**Problem.** A spinel has one tetrahedral cation site (A, round brackets) and two octahedral ones (B, square brackets) per formula unit. Compare normal $(\mathrm{Fe^{2+}})[\mathrm{Cr^{3+}_2}]\mathrm{O_4}$ with inverse $(\mathrm{Cr^{3+}})[\mathrm{Fe^{2+}Cr^{3+}}]\mathrm{O_4}$, all ions high-spin. The inputs are typical or approximate values:

- octahedral splittings $10Dq = 2.2$ eV for Cr³⁺ ($d^3$) and $1.2$ eV for Fe²⁺ ($d^6$);
- Racah parameter $B = 0.08$ eV for Cr³⁺, taken equal on both sites;
- cell edge $a = 8.38$ Å, oxygen parameter $u = 0.262$ (ideal packing at $u = 1/4$);
- Fe–O lengths 2.16 Å (octahedral) and 2.00 Å (tetrahedral), with the same ratio assumed for Cr–O;
- point-charge energy per formula unit $-Me^2/4\pi\varepsilon_0 a$, with $M_{\rm normal}-M_{\rm inverse}\approx -2.2+390\,(u-\tfrac14)$ at fixed $a$ and $u$, B-site charges averaged;
- $T = 1200$ K, and a Jahn–Teller transition of the normal phase near 140 K.

Find (a) the site preferences and the crystal-field cost $\Delta E$ of inversion, (b) its corrections for bond length and term mixing, (c) the equilibrium inversion, (d) the size of what is left out.

**Note 1. Conventions.** CFSE is counted positive for stabilisation and measured from the barycentre of the five $d$ levels in the same site. $Dq$ without subscript is the octahedral value of the ion concerned. The octahedral site preference energy is $\mathrm{OSPE}=\mathrm{CFSE_{oct}}-\mathrm{CFSE_{tet}}$.

**Note 2. Where 4, 6 and 4/9 come from.** Expand the repulsion from ligand charges $-Ze$ at distance $R$ in Legendre polynomials $P_k$. Between $d$ orbitals only $k=0,2,4$ survive. The $k=0$ term shifts all five levels alike. With $z$ along a cube axis, $d_{z^2}$ feels the rank-$k$ term through $\sum_i P_k(\cos\theta_i)$ over ligand directions, and for $k=2$ this sum vanishes in both sites. The angular average of $P_4$ over the $d_{z^2}$ density is $2/7$, so
$$\varepsilon_{z^2}=\frac27\,\frac{Ze^2\langle r^4\rangle}{4\pi\varepsilon_0R^5}\sum_iP_4(\cos\theta_i).$$
The octahedron gives $2\cdot1+4\cdot\tfrac38=\tfrac72$. The tetrahedron has $\cos^2\theta_i=\tfrac13$ and gives $4\cdot(-\tfrac7{18})=-\tfrac{14}9$. Their ratio is $-\tfrac49$. The $k=4$ term is traceless, $2\varepsilon_e+3\varepsilon_t=0$, which divides a splitting $10Dq$ into $+6Dq$ ($e_g$) and $-4Dq$ ($t_{2g}$). In the tetrahedron the order is reversed: $e$ at $-6Dq_t$, $t_2$ at $+4Dq_t$. With $r=Dq_t/Dq$,
$$\mathrm{CFSE_{oct}}=(4n_{t_{2g}}-6n_{e_g})Dq,\qquad \mathrm{CFSE_{tet}}=r\,(6n_e-4n_{t_2})Dq,$$
and $r=4/9$ holds only for equal ligand charge, equal $\langle r^4\rangle$ and equal $R$.

**Note 3. Why no pairing energy appears.** A high-spin ion has the same number of spin pairs in both sites, so pairing cancels in the difference. Five parallel spins fill every orbital once and sum to zero, hence $d^n$ and $d^{n+5}$ coincide. For $r=4/9$, in units of $Dq$:

| | oct | tet | OSPE |
|---|---|---|---|
| $d^0,d^5,d^{10}$ | 0 | 0 | 0 |
| $d^1,d^6$ | 4 | 2.67 | 1.33 |
| $d^2,d^7$ | 8 | 5.33 | 2.67 |
| $d^3,d^8$ | 12 | 3.56 | 8.44 |
| $d^4,d^9$ | 6 | 1.78 | 4.22 |

**Note 4. Part (a): rows may not be compared directly.** Each ion has its own $Dq$, here 0.22 eV for Cr³⁺ and 0.12 eV for Fe²⁺.

- Cr³⁺: $t_{2g}^3$ gives 2.64 eV, $e^2t_2^1$ gives 0.78 eV, OSPE $=1.86$ eV.
- Fe²⁺: $t_{2g}^4e_g^2$ gives 0.48 eV, $e^3t_2^3$ gives 0.32 eV, OSPE $=0.16$ eV.

Inversion moves one Cr³⁺ from B to A and one Fe²⁺ from A to B. The second Cr³⁺ stays on B and drops out. Per formula unit,
$$\Delta E=(12-8r)Dq_{\rm Cr}-(4-6r)Dq_{\rm Fe}=1.86\ \text{eV}-0.16\ \text{eV}=1.70\ \text{eV}.$$
Both ions prefer B, and the larger preference wins: the crystal field favours the normal structure.

**Note 5. Part (b): which bond lengths matter.** With oxygen at $(u,u,u)$, A at $(\tfrac18,\tfrac18,\tfrac18)$ and a neighbouring B at $(\tfrac12,\tfrac14,\tfrac14)$,
$$R_A=\sqrt3\,a(u-\tfrac18)=1.99\ \text{Å},\qquad R_B=a\sqrt{3u^2-2u+\tfrac38}=2.00\ \text{Å}.$$
The near equality does not justify $r=4/9$, since these lengths belong to two different ions, while OSPE follows one ion through two sites. If each ion relaxes its own shell, $R_{\rm oct}/R_{\rm tet}=2.16\ \text{Å}/2.00\ \text{Å}=1.08$, which puts tetrahedral Cr–O at 1.85 Å. The $R^{-5}$ law then gives $r=\tfrac49(1.08)^5=0.653$. The Fe²⁺ preference $(4-6r)Dq$ vanishes at $r=2/3$, so it falls to 0.01 eV, and its very sign is insecure. The Cr³⁺ preference would vanish only at $r=3/2$ and is still 1.49 eV.

**Note 6. Where orbital counting is not exact.** The zero of energy should be the lowest free-ion term. High-spin $d^6$ has a single quintet, $^5D$, and the $^4A_{2g}$ state of $t_{2g}^3$ is pure $^4F$, so counting is exact to first order in the field for these. Tetrahedral $d^3$ has two $^4T_1$ states, $e^2t_2$ at $-8Dq_t$ and $e\,t_2^2$ at $+2Dq_t$, which are mixtures of $^4F$ and of $^4P$ lying $15B$ higher. A rank-4 field has no diagonal element in an $L=1$ term. The weight $w$ of $e^2t_2$ in $^4P$ therefore obeys $-8w+2(1-w)=0$, so $w=\tfrac15$. Adding $15B$ times the projector on $(1,2)/\sqrt5$ gives
$$H=\begin{pmatrix}-8Dq_t+3B&6B\\6B&2Dq_t+12B\end{pmatrix},$$
$$E_0=\tfrac12\left[15B-6Dq_t-\sqrt{(15B+6Dq_t)^2+64Dq_t^2}\right].$$
$E_0$ tends to $-8Dq_t$ for $B\to0$ and to $-6Dq_t$ for $B\to\infty$. With $15B=1.20$ eV and $Dq_t=0.0978$ eV, $E_0=-0.67$ eV $=-6.84\,Dq_t$. Tetrahedral Cr³⁺ loses 0.11 eV of the counted stabilisation. The same correction affects tetrahedral $d^8$ and octahedral $d^2$ and $d^7$. All energies in eV:

| $r$ | term mixing | OSPE(Cr) | OSPE(Fe) | $\Delta E$ |
|---|---|---|---|---|
| 4/9 | no | 1.86 | 0.16 | 1.70 |
| 4/9 | yes | 1.97 | 0.16 | 1.81 |
| 0.653 | no | 1.49 | 0.01 | 1.48 |
| 0.653 | yes | 1.63 | 0.01 | 1.62 |

The two corrections have opposite signs, and neither threatens the sign of $\Delta E$.

**Note 7. Part (c): from energy to inversion.** For $(\mathrm{Fe}_{1-x}\mathrm{Cr}_x)[\mathrm{Fe}_x\mathrm{Cr}_{2-x}]\mathrm{O_4}$ with random mixing on each sublattice,
$$S=-k_B\left[x\ln x+(1-x)\ln(1-x)+x\ln\tfrac x2+(2-x)\ln(1-\tfrac x2)\right]+xk_B\ln g .$$
Here $g$ counts orbital degeneracy. Fe²⁺ goes from $^5E$ (2) to $^5T_{2g}$ (3) and Cr³⁺ from $^4A_{2g}$ (1) to $^4T_1$ (3), while spin factors cancel, so $g=9/2$ if the multiplets are unsplit on the scale of $k_BT$. Minimising $x\Delta E-TS$ yields
$$\frac{x^2}{(1-x)(2-x)}=g\,e^{-\Delta E/k_BT},\qquad x\approx\sqrt{2g}\,e^{-\Delta E/2k_BT}\quad(x\ll1).$$
The factor 2 in the exponent arises because one exchange creates two independently placed defects. At 1200 K, $k_BT=0.1034$ eV and $k_BT\ln\tfrac92=0.16$ eV, as large as the Fe²⁺ preference of Note 4. For $\Delta E=1.70$ eV, $x=4\times10^{-4}$ with $g=1$ and $8\times10^{-4}$ with $g=9/2$. The extremes of the table are $2\times10^{-4}$ (1.81 eV, $g=1$) and $2\times10^{-3}$ (1.48 eV, $g=9/2$).

**Note 8. Part (d): small omissions.** The B site is trigonally distorted. A traceless splitting of $t_{2g}$ leaves the half-filled $t_{2g}^3$ unchanged to first order, but it stabilises Fe²⁺ on B by one or two thirds of that splitting, depending on its sign, and lowers $g$. The Jahn–Teller ordering driven by the $^5E$ state of Fe²⁺ on A has the thermal scale $k_B\times140$ K $=0.012$ eV, negligible against $\Delta E$.

**Note 9. The large omission.** The $k=0$ term discarded in Note 2 differs between sites and does not cancel when ions of unequal charge are exchanged. The energy unit is $e^2/4\pi\varepsilon_0a=1.72$ eV. At $u=0.262$ the given expression yields $M_{\rm normal}-M_{\rm inverse}\approx2.5$, so $E_{\rm inverse}-E_{\rm normal}\approx+4$ eV at frozen geometry, whereas at $u=1/4$ it is about $-4$ eV. This term exceeds $\Delta E$ and changes sign within a small range of $u$. At the given $u$ it sides with the crystal field, but the inverse arrangement would relax $u$ and $a$, and short-range repulsion and covalency would change too. The frozen value therefore cannot simply be added, and the net remainder is not fixed by these data. Every 0.5 eV of remainder changes $x$ at 1200 K by a factor of 11.

**Result.** The model's crystal-field cost of inversion is 1.5 to 1.8 eV per formula unit, nearly all of it from Cr³⁺, and with this term alone the model's inversion at 1200 K lies between $2\times10^{-4}$ and $2\times10^{-3}$. These figures rest on the assumed inputs and are not properties of the mineral. As typical knowledge, FeCr₂O₄ is essentially fully normal, and tetrahedral Fe²⁺ in spinel oxides has a splitting near 0.6 eV, between the 0.53 eV of the bare 4/9 rule and the 0.78 eV of the $R^{-5}$ scaling, which is high by a factor of about 1.3, so the rows with $r=0.653$ probably overcorrect.